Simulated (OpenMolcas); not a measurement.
CH4ClGa (SMILES [CH3][GaH][Cl]): methods side by side

CH4ClGa: 7 atoms, total charge 0, spin state singlet. As SMILES, `[CH3][GaH][Cl]`. The shape is that of a PBE0-D4/def2-TZVP optimisation.

Each level gives the vertical energy of the triplet above the singlet (eV). The values are calculated.

| level | kind | program | value (eV) | CPU time (all runs) |
| --- | --- | --- | --- | --- |
| SVWN5/def2-SVP | LDA | OpenMolcas | 4.69 | 68 s |
| BLYP/def2-SVP | GGA | OpenMolcas | 4.69 | 1.8 min |
| revPBE/def2-SVP | GGA | OpenMolcas | 4.70 | 1.7 min |
| M06-L/def2-SVP | meta-GGA | OpenMolcas | 5.23 | 2.1 min |
| r2SCAN/def2-SVP | meta-GGA | OpenMolcas | 4.80 | 2.1 min |
| B3LYP/def2-SVP | global hybrid | OpenMolcas | 5.01 | 98 s |
| BHLYP/def2-SVP | global hybrid | OpenMolcas | 5.45 | 90 s |
| PBE0/def2-SVP | global hybrid | OpenMolcas | 5.06 | 91 s |

All-electron rows without a relativistic Hamiltonian named are non-relativistic. The values span 4.69 to 5.45 eV. Times are those of the runs behind each value, whatever else they computed, on shared processors of several kinds: orders of magnitude only.

At every level the triplet lies well above the singlet, as expected for a three-coordinate gallium(III) compound with all valence electrons in bonds or lone pairs. The acceptor orbital is probably the empty, largely Ga 4p orbital perpendicular to the bonding plane, with the electron coming from a Ga–C or Ga–H σ bond or a chlorine lone pair. Either way, promotion costs a bonding or tightly held electron, which accounts for the large gap.

LDA and the two GGAs agree almost exactly, so gradient corrections hardly matter here. Along the series BLYP, B3LYP, BHLYP the gap grows from 4.69 through 5.01 to 5.45 eV with the share of exact exchange, possibly because semilocal exchange favours the open-shell triplet. Exact exchange is not the only route to a larger gap, however: M06-L, which has none, gives 5.23 eV, above both B3LYP and PBE0. The agreement among the lowest values is therefore no sign of accuracy. Relaxation of the triplet, probably through pyramidalisation or bond stretching, would make the adiabatic gap smaller.
